**Self-interaction in the PBE quantum defects of Be⁺ Rydberg states**

The table holds binding energies (differences of total energies), quantum defects, Kohn-Sham eigenvalues and mean radii for one outer electron over the 1s² core of Be⁺, from all-electron, non-relativistic, spin-unpolarised PBE runs with spherical densities (Quantum ESPRESSO ld1.x). The program evaluates the self-Hartree, self-exchange and self-correlation energy of the outer electron on hydrogenic densities, scaled to the tabulated radius or left unscaled, with no fitted parameter. Removing that self-interaction cuts the slope of the defect with n from 0.065–0.084 to 0.003–0.009. Adding it to the hydrogenic levels reproduces the negative sign of 3d and gives the d and f bindings within 0.007 to 0.031 eV. The same terms give the gap between binding energy and eigenvalue with a root-mean-square error of 2.1 %, worst for 3s (−5.6 %). A Ritz term, core polarisation and exchange without correlation are tested as alternatives and do not account for the drift; the model is weakest for s and p, where core-valence terms are not additive.

Be+ with one electron in an outer orbital over the 1s2 core, from all-electron, non-relativistic Kohn-Sham calculations with Quantum ESPRESSO ld1.x 7.5 (PBE, no spin polarisation, spherical densities, point nucleus). Excitation energies from the 2s ground configuration and binding energies relative to Be2+ are differences of total energies.

## The fit in Python

```python
# Table: Be+ [He] nl Rydberg states, QE ld1.x all-electron PBE, non-relativistic, spin-unpolarised, spherical:
# Delta-SCF binding, quantum defect, eigenvalue, <r>. Tested: self-interaction SI = J+Exc of the lone electron
# (hydrogenic shapes) as cause of the n-drift of the defects and of B+eps; rivals: Ritz, polarisation, x only.
T = {
    'outer_orbital': ['3s', '4s', '6s', '5p', '6p', '7p', '3d', '6d', '5f', '6f', '7f'],
    'excitation_energy': [10.395, 13.803, 16.14, 15.509, 16.242, 16.688, 11.969, 16.308, 15.661, 16.325, 16.738],  # eV
    'binding_energy': [7.55, 4.1424, 1.8055, 2.4362, 1.7027, 1.2572, 5.9756, 1.6374, 2.2842, 1.6202, 1.2069],  # eV
    'quantum_defect': [0.3152, 0.3753, 0.5097, 0.2735, 0.3464, 0.4204, -0.01787, 0.2349, 0.1189, 0.2043, 0.2848],
    'outer_eigenvalue': [-5.9179, -3.3148, -1.4802, -1.9639, -1.3905, -1.0364, -4.298, -1.3266, -1.7661, -1.2912, -0.97932],  # eV
    'outer_mean_radius': [5.477, 10.069, 23.523, 16.838, 24.5, 33.588, 5.301, 24.478, 15.426, 23.263, 32.522],  # bohr
    'eig_over_binding': [0.784, 0.8, 0.82, 0.806, 0.817, 0.824, 0.719, 0.81, 0.773, 0.797, 0.811],
}
import numpy as np
from scipy.constants import physical_constants as pc
from scipy.special import eval_genlaguerre as L
from scipy.integrate import trapezoid as tz, cumulative_trapezoid as ct
from scipy.optimize import brentq
Ha = pc['Hartree energy in eV'][0]; z = 2; R = z*z*Ha/2; pi = np.pi
o = T['outer_orbital']; n = np.array([int(x[0]) for x in o]); l = np.array(['spdf'.index(x[1]) for x in o])
B, d, e, rm, X, q = (np.array(T[k], float) for k in ('binding_energy', 'quantum_defect', 'outer_eigenvalue', 'outer_mean_radius', 'excitation_energy', 'eig_over_binding'))
r = np.linspace(1e-4, 160, 40001)
def ec(rs): return -0.0621814*(1+0.2137*rs)*np.log1p(1/(0.0621814*(7.5957*rs**.5+3.5876*rs+1.6382*rs**1.5+0.49294*rs**2)))
def xc(rho, g):  # returns Ex, Ec in eV; g=1 PBE, g=0 local part only
    gr = g*np.abs(np.gradient(rho, r)); p = np.maximum(rho, 1e-20); kF = (3*pi**2*p)**(1/3); c = ec((3/(4*pi*p))**(1/3))
    s2 = (gr/(2*kF*p))**2; t2 = gr**2/(16*kF/pi*p**2); b = 0.06672455; ga = (1-np.log(2))/pi**2
    A = b/ga/np.expm1(-c/ga); H = ga*np.log1p(b/ga*t2*(1+A*t2)/(1+A*t2+(A*t2)**2))
    w = 4*pi*r**2*rho*Ha
    return tz(w*(-3*kF/(4*pi))*(1.804-0.804/(1+0.21951497*s2/0.804)), r), tz(w*(c+H), r)
def model(n, l, Z):
    x = 2*Z*r/n; R2 = (x**l*np.exp(-x/2)*L(n-l-1, 2*l+1, x))**2; R2 /= tz(R2*r*r, r); P = R2*r*r; rho = R2/(4*pi)
    J = Ha*tz(P*ct(P, r, initial=0)/r, r); out = [J]
    for g in (1, 0):
        ex, c = xc(rho, g); out += [ex, c, J+(sum(xc(1.01*rho, g))-sum(xc(0.99*rho, g)))/0.02-ex-c]
    return np.array(out+[tz(P/r**4, r)])
rH = (3*n**2-l*(l+1))/(2*z); M = np.array([model(a, b, z*c) for a, b, c in zip(n, l, rH/rm)])
J, Ex, Ec, gP, Lx, Lc, gL, _ = M.T; SP = J+Ex+Ec; SL = J+Lx+Lc
df = lambda b, n=n: n-np.sqrt(R/b)
dr = n-np.sqrt((2*z*rm+l*(l+1))/3); k = (n-d)**3/(2*R); fault = 0.7e-3*Ha
print(f"z^2Ry={R:.4f} eV; X+B={np.mean(X+B):.4f} eV (spread {np.ptp(X+B):.4f}); max|defect recomputed-table|={np.abs(df(B)-d).max():.5f}")
print("A: nl defect d_from_<r> B-z2Ry/n2 | J Ex Ec SI(PBE) SI(local) [eV], shape stretched to table <r>")
for i in range(len(o)):
    print(f"{o[i]} {d[i]:+.4f} {dr[i]:+.3f} {B[i]-R/n[i]**2:+.4f} | {J[i]:.4f} {Ex[i]:.4f} {Ec[i]:.4f} {SP[i]:+.4f} {SL[i]:+.4f}")
print("B: nl defect after removing SI: PBE local PBE-x-only | B+eps[eV]: table PBE local | -eps/B model PBE, table | defect shift per 0.7 mHa")
cP, cL, cX = df(B+SP), df(B+SL), df(B+J+Ex)
for i in range(len(o)):
    print(f"{o[i]} {cP[i]:+.3f} {cL[i]:+.3f} {cX[i]:+.3f} | {B[i]+e[i]:.4f} {gP[i]:.4f} {gL[i]:.4f} | {1-gP[i]/B[i]:.3f} {q[i]:.3f} | {k[i]*fault:.3f}")
for nm, g in (('PBE', gP), ('local', gL)):
    er = 100*(g/(B+e)-1); print(f"B+eps {nm}: rms {np.sqrt(np.mean(er**2)):.1f}%, worst {o[np.abs(er).argmax()]} {er[np.abs(er).argmax()]:+.1f}%")
print(f"rounding floor: B 0.00005 eV, in defect up to {k.max()*5e-5:.5f}; fault in totals 0.7 mHa = {fault:.3f} eV")
print("C: slope d(defect)/dn: table, after PBE, local, x-only | max resid linear, Ritz (a)")
for j in range(4):
    m = l == j; sl = [np.polyfit(n[m], y[m], 1)[0] for y in (d, cP, cL, cX)]; s = 'two points only'
    if m.sum() > 2:
        u = 1/(n[m]-d[m])**2; p1 = np.polyfit(n[m], d[m], 1); p2 = np.polyfit(u, d[m], 1)
        s = f"{np.abs(np.polyval(p1, n[m])-d[m]).max():.4f} {np.abs(np.polyval(p2, u)-d[m]).max():.4f} (a={p2[0]:.2f})"
    print('spdf'[j], ' '.join(f"{x:+.4f}" for x in sl), '|', s)
al = 0.052  # rough recalled dipole polarisability of Be2+, bohr^3
print("D: unstretched, no fit: nl B table, PBE model (resid), local (resid) [eV]; polarisation defect; <r>/<r>_H")
for i in np.where(l >= 2)[0]:
    h = model(n[i], l[i], z); a = R/n[i]**2-sum(h[:3]); b = R/n[i]**2-h[0]-h[4]-h[5]
    print(f"{o[i]} {B[i]:.4f} {a:.4f} ({a-B[i]:+.4f}) {b:.4f} ({b-B[i]:+.4f}); {al/2*h[7]*Ha*k[i]:.0e}; {rm[i]/rH[i]:.3f}")
i5, i6 = o.index('5f'), o.index('6s')
F5, F6, xc5, xc6 = 0.058026, 0.037989, -2.3077, -2.3002  # further output of the same calculation, hartree
print(f"further output J=F0/2: 5f {F5/2*Ha:.4f} (model {J[i5]:.4f}), 6s {F6/2*Ha:.4f} (model {J[i6]:.4f}) eV")
print(f"Exc(5f)-Exc(6s): runs {(xc5-xc6)*Ha:.3f} +-{1e-4*Ha:.3f} eV incl. core terms; model PBE {(Ex+Ec)[i5]-(Ex+Ec)[i6]:.3f}, local {(Lx+Lc)[i5]-(Lx+Lc)[i6]:.3f}")
print(f"5f self-xc implied by J and excess binding: {-(F5/2*Ha+B[i5]-R/25):.4f} eV; 5f-1s exchange integral {8.5806e-07*Ha:.1e} eV")
cx = 3/(4*pi)*(9*pi/4)**(1/3)
print(f"uniform sphere, local xc: exchange -{cx:.3f}/rs; J+Exc=0 at rs={brentq(lambda s: (0.6-cx)/s+ec(s), 1, 50):.2f} bohr")
assert np.abs(df(B)-d).max() < 1e-3
assert all(np.all(np.diff(d[l == j][np.argsort(n[l == j])]) > 0) for j in range(4))
assert np.all(np.diff(d[n == 6][np.argsort(l[n == 6])]) < 0)
assert [o[i] for i in np.where(d < 0)[0]] == ['3d'] and o[q.argmin()] == '3d' and q.max() < 1
```

Printed output:

```
z^2Ry=54.4228 eV; X+B=17.9451 eV (spread 0.0009); max|defect recomputed-table|=0.00017
A: nl defect d_from_<r> B-z2Ry/n2 | J Ex Ec SI(PBE) SI(local) [eV], shape stretched to table <r>
3s +0.3152 +0.298 +1.5030 | 2.2270 -2.1142 -0.2668 -0.1540 -0.0211
4s +0.3753 +0.336 +0.7410 | 1.2087 -1.1998 -0.1786 -0.1697 -0.1118
6s +0.5097 +0.400 +0.2938 | 0.5166 -0.5478 -0.0903 -0.1215 -0.1075
5p +0.2735 +0.192 +0.2593 | 0.7226 -0.7376 -0.1230 -0.1381 -0.1161
6p +0.3464 +0.226 +0.1910 | 0.4962 -0.5242 -0.0889 -0.1168 -0.1056
7p +0.4204 +0.258 +0.1465 | 0.3618 -0.3928 -0.0665 -0.0975 -0.0921
3d -0.0179 -0.011 -0.0714 | 2.3189 -1.8869 -0.3322 +0.0998 +0.1394
6d +0.2349 +0.115 +0.1257 | 0.4969 -0.5162 -0.0917 -0.1110 -0.1023
5f +0.1189 +0.043 +0.1073 | 0.7894 -0.7408 -0.1487 -0.1002 -0.0897
6f +0.2043 +0.082 +0.1085 | 0.5229 -0.5253 -0.1004 -0.1029 -0.0967
7f +0.2848 +0.118 +0.0962 | 0.3738 -0.3932 -0.0723 -0.0917 -0.0888
B: nl defect after removing SI: PBE local PBE-x-only | B+eps[eV]: table PBE local | -eps/B model PBE, table | defect shift per 0.7 mHa
3s +0.287 +0.311 +0.335 | 1.6321 1.5411 1.5543 | 0.796 0.784 | 0.003
4s +0.299 +0.325 +0.379 | 0.8276 0.8017 0.8115 | 0.806 0.800 | 0.008
6s +0.315 +0.339 +0.462 | 0.3253 0.3216 0.3260 | 0.822 0.820 | 0.029
5p +0.134 +0.157 +0.259 | 0.4723 0.4635 0.4681 | 0.810 0.806 | 0.018
6p +0.142 +0.163 +0.300 | 0.3122 0.3089 0.3122 | 0.819 0.817 | 0.032
7p +0.150 +0.165 +0.338 | 0.2208 0.2198 0.2221 | 0.825 0.824 | 0.050
3d +0.007 +0.017 +0.086 | 1.6776 1.6707 1.6673 | 0.720 0.719 | 0.005
6d +0.029 +0.046 +0.201 | 0.3108 0.3112 0.3137 | 0.810 0.810 | 0.034
5f +0.008 +0.020 +0.170 | 0.5181 0.5216 0.5230 | 0.772 0.773 | 0.020
6f +0.011 +0.023 +0.200 | 0.3290 0.3319 0.3336 | 0.795 0.797 | 0.034
7f +0.014 +0.023 +0.230 | 0.2276 0.2301 0.2315 | 0.809 0.811 | 0.053
B+eps PBE: rms 2.1%, worst 3s -5.6%
B+eps local: rms 1.8%, worst 3s -4.8%
rounding floor: B 0.00005 eV, in defect up to 0.00014; fault in totals 0.7 mHa = 0.019 eV
C: slope d(defect)/dn: table, after PBE, local, x-only | max resid linear, Ritz (a)
s +0.0652 +0.0091 +0.0087 +0.0421 | 0.0030 0.0364 (a=-1.78)
p +0.0734 +0.0080 +0.0043 +0.0395 | 0.0004 0.0121 (a=-6.64)
d +0.0843 +0.0073 +0.0097 +0.0383 | two points only
f +0.0829 +0.0030 +0.0016 +0.0302 | 0.0016 0.0110 (a=-8.25)
D: unstretched, no fit: nl B table, PBE model (resid), local (resid) [eV]; polarisation defect; <r>/<r>_H
3d 5.9756 5.9445 (-0.0311) 5.9040 (-0.0716); 2e-03; 1.010
6d 1.6374 1.6194 (-0.0180) 1.6119 (-0.0255); 2e-03; 0.960
5f 2.2842 2.2761 (-0.0081) 2.2664 (-0.0178); 3e-04; 0.979
6f 1.6202 1.6124 (-0.0078) 1.6070 (-0.0132); 3e-04; 0.969
7f 1.2069 1.1998 (-0.0071) 1.1975 (-0.0094); 3e-04; 0.964
further output J=F0/2: 5f 0.7895 (model 0.7894), 6s 0.5169 (model 0.5166) eV
Exc(5f)-Exc(6s): runs -0.204 +-0.003 eV incl. core terms; model PBE -0.251, local -0.255
5f self-xc implied by J and excess binding: -0.8968 eV; 5f-1s exchange integral 2.3e-05 eV
uniform sphere, local xc: exchange -0.458/rs; J+Exc=0 at rs=5.06 bohr
```
